A Wannier function is a localised orbital made by combining the Bloch states of a crystal over all wave vectors. Its centre is the mean position $\langle\mathbf r\rangle$, its spread is $\langle r^2\rangle-|\langle\mathbf r\rangle|^2$, and its on-site energy is the mean energy of an electron placed in it, counted here from the valence top. For ZnO a hybrid-functional calculation started from the s and p orbitals of oxygen and mixed them until the summed spread was smallest. The states used are mixtures of filled and empty bands with O s and p character, so the eight functions describe the oxygen orbitals in the crystal and aren't a copy of the filled bands.

Maximally localised Wannier functions of ZnO (space group P6₃mc) from Ansatz 0.2.0, with HSE06, plane waves and PAW, a 420 eV cutoff and a 6×6×4 k mesh, in a cell relaxed with r2SCAN. The trial orbitals are O 2s and O 2p, with no energy window. Centres x, y and z are cartesian, and on-site energies are counted from the valence top.

```tsv
row	function spread (angstrom^2)	function on site (eV)	function x (Å)	function y (Å)	function z (Å)
1	1.396	-6.453	-0.318	1.684	2.096
2	1.396	-6.453	1.936	1.118	4.701
3	1.443	-6.371	0.000	1.868	1.588
4	1.396	-6.453	0.318	1.684	2.096
5	1.396	-6.453	0.000	2.235	2.096
6	1.443	-6.371	1.618	0.934	4.194
7	1.396	-6.453	1.300	1.118	4.701
8	1.396	-6.453	1.618	0.567	4.701
```

The table has eight rows but two kinds of function. Each oxygen carries four, one for each Zn neighbour: rows 3 and 6 point along the hexagonal axis (axial), and the other six point sideways (basal) and are copies of each other by symmetry. The calculation began with one s and three p orbitals on each oxygen and ended with four nearly equal functions beside it. The reason for that change also tells us where the functions sit and what energy they have.

**Why s and p turn into four hybrids**

Mixing the four orbitals of one oxygen among themselves leaves the sum of their mean square distances from the nucleus unchanged. The spread, however, is measured from each function's own centre. If a function's centre moves off the nucleus by a distance $d$, its spread falls by $d^2$. Pure s and p orbitals are centred almost exactly on the nucleus and save next to nothing, while hybrids lean to one side and save about 0.15 Å$^2$ each, roughly a tenth of their spread.

The best compromise for four orbitals is the tetrahedral hybrid

$$h=\tfrac12\left(s+\sqrt3\,p\right),$$

with the p orbital pointing along the chosen direction. In a free atom the tetrahedron could be turned any way at the same spread. In the crystal its four arms point at the four Zn atoms, to about one degree. A reasonable argument is that the oxygen states reach out along the contacts, and a hybrid pointing along a contact gathers that part into one function.

**How far the centre moves**

The shift comes from the product of s and p, which add on one side of the nucleus and cancel on the other. If both have the same radial shape, the hybrid above is displaced by half the mean radius of the orbital. For a Slater orbital of the second shell with exponent $\zeta$ (in inverse bohr) this gives

$$d=\tfrac12\langle r\rangle=\frac{5}{4\zeta}\ \text{bohr}.$$

Slater's rules for O$^{2-}$ give $\zeta=(8-7\times0.35-2\times0.85)/2=1.925$, hence $d=0.34$ Å. The calculation gives 0.39 Å on average.

This comparison guards against a tempting misreading. A centre displaced towards Zn looks like a sign of a covalent bond, yet the Slater model of the ion, which has no neighbours at all, gives most of the same displacement as soon as its orbitals are written as hybrids. The remaining 0.04 Å could come from the bond or from the crude radial shape, and the estimate can't separate the two.

For work with a pencil a geometric rule is handier: start at the oxygen and go one fifth of the way to each Zn. The one fifth is a round number chosen with all eight rows in view, including the two worked here.

Row 3 is axial. Its oxygen lies at a height of 1.97 Å, and the Zn it points at lies straight below, at −0.01 Å. The rule gives

$$z=1.97-0.2\times1.98=1.57\ \text{Å},$$

and the calculation gives 1.59 Å.

Row 5 is basal and belongs to the same oxygen. Its Zn lies 1.87 Å further along $y$ and 0.62 Å higher, so one fifth of each step is added to the oxygen position:

$$y=1.87+0.2\times1.87=2.24\ \text{Å},\qquad z=1.97+0.2\times0.62=2.09\ \text{Å}.$$

The calculation gives 2.24 and 2.10 Å.

Over the eight rows the rule misses no centre by more than about 0.02 Å, which is a twentieth of the shift itself. The atomic positions that enter it are rounded to 0.01 Å, so a finer fraction would gain little. The output below compares the rule with each centre.

All the Zn–O contacts here have nearly the same length, so a fixed fraction of the bond and a fixed distance of 0.39 Å work equally well. They part company when the bond is stretched. The atomic argument then favours the fixed distance, because the shift is set by the size of the oxygen orbital and not by the position of its neighbour. By the same argument a more diffuse anion should have a larger shift.

**How deep the function lies**

The hybrid is one quarter s and three quarters p, and its energy is the same weighted mean. With $E_p$ for the p level and $\Delta$ for the distance from the s level up to the p level,

$$E_h=\tfrac14E_s+\tfrac34E_p=E_p-\frac{\Delta}{4}.$$

Two rough recalled values are enough. The s–p splitting of oxygen is about 16 eV, and the O 2p valence band of ZnO is about 5 eV wide, which puts the p level near its middle, 2.5 eV below the top. The estimate for every row is therefore

$$E_h=-2.5-\frac{16}{4}=-6.5\ \text{eV}.$$

The calculation gives −6.45 eV for the basal functions, such as row 5, and −6.37 eV for the axial ones, such as row 3. The largest miss is thus 0.13 eV, or 2% of the on-site energy. This agreement is better than the inputs deserve: a splitting of 15 or 17 eV would be just as defensible and moves the estimate by 0.25 eV either way. An error in the p level enters in full.

The same run allows a check of each input by itself. Two hybrids on one oxygen are coupled by about 4.1 eV, close to the $\Delta/4=4$ eV that the simple picture demands. Recombining the four hybrids into s and p with these couplings puts the p level at −2.3 eV and the splitting at 16.4 eV. The assumed p level was a little too deep and the assumed splitting a little too small, and the two errors partly cancel.

The strong coupling also explains why the on-site energy mustn't be read as the energy of an oxygen band. A hybrid isn't a stationary state, since an electron placed in it would move at once to the other hybrids of the same oxygen. The oxygen bands lie near the s level, far below, and around the p level, in the first few electronvolts below the valence top. The on-site energy of −6.4 eV is a weighted mean of the two and isn't itself a level that photoemission would find. The filled Zn 3d bands also lie several electronvolts below the valence top, but they have no functions of their own here, and any closeness to the on-site energy is accidental.

The rule gives axial and basal functions the same energy, whereas the calculation separates them by 0.08 eV. The crystal's symmetry permits such a difference, because the axial contact isn't equivalent to the other three. The zero of energy needs some care as well. The functional used places the filled Zn 3d levels too shallow, which alters their mixing with O p at the valence top, and every on-site energy is counted from there.

**Where the atomic picture fails**

The Slater hybrid that gives a fair shift gives a poor spread: 0.45 Å$^2$, where the calculation finds about 1.4 Å$^2$, three times as much. The centre is an average of positions, in which tails on opposite sides cancel. The spread is an average of squared distances, in which every tail adds. A tenth of the density placed 2 Å away would by itself contribute $0.1\times2^2=0.4$ Å$^2$.

Two causes are likely, though their shares are unknown. A single Slater exponent makes the oxygen orbital fall off too fast, and the real functions have tails on the surrounding atoms, whose extent also depends on which bands the functions were built from. Either one can enlarge the spread by a larger factor than the shift.

For a quick estimate in ZnO, then, put four functions around each oxygen, one fifth of the way to each Zn, and give each an energy one quarter of the s–p splitting below the p level. Trust the position to a few hundredths of an ångström and the energy to a few tenths of an electronvolt. Take the spread from a calculation.

Output of the analysis:

```
One-fifth rule, lengths in angstrom:
  row  shift from O  O-Zn distance  fraction  angle to bond (deg)  rule x  rule y  rule z      miss
    1        0.3894          1.973    0.1973               0.5964  -0.324   1.682   2.094  0.006633
    2        0.3903          1.976    0.1975                1.178   1.944   1.118   4.696  0.009434
    3         0.382           1.98    0.1929                  0.3       0    1.87   1.574   0.01414
    4        0.3894          1.973    0.1973               0.5964   0.324   1.682   2.094  0.006633
    5        0.3861           1.97     0.196                0.702       0   2.244   2.094   0.00922
    6         0.376           1.98    0.1899               0.6814    1.62    0.93   4.174   0.02049
    7        0.3936          1.976    0.1992               0.8993   1.296   1.118   4.696  0.006403
    8        0.3859          1.964    0.1965                 1.17    1.62   0.558   4.696   0.01049
Largest miss of the one-fifth rule (angstrom): 0.02049
Mean computed shift from O (angstrom): 0.3866
Shift of a Slater hybrid of O2- (angstrom): 0.3436
Shift of a Slater hybrid of neutral O (angstrom): 0.2908
Spread saved per function by shifting the centres (angstrom^2): 0.1495
Estimated on-site energy, splitting 16 eV (eV): -6.5
Largest miss of that estimate (eV): 0.129
Change of the estimate for 1 eV more splitting (eV): -0.25
O s level after undoing the hybridisation (eV): -18.77
O p level after undoing the hybridisation (eV): -2.321
s-p splitting after undoing the hybridisation (eV): 16.45
On-site energy, axial less basal (eV): 0.082
Spread, axial less basal (angstrom^2): 0.047
Spread of a Slater hybrid of O2- (angstrom^2): 0.4487
Mean computed spread over that of the Slater hybrid: 3.137
```
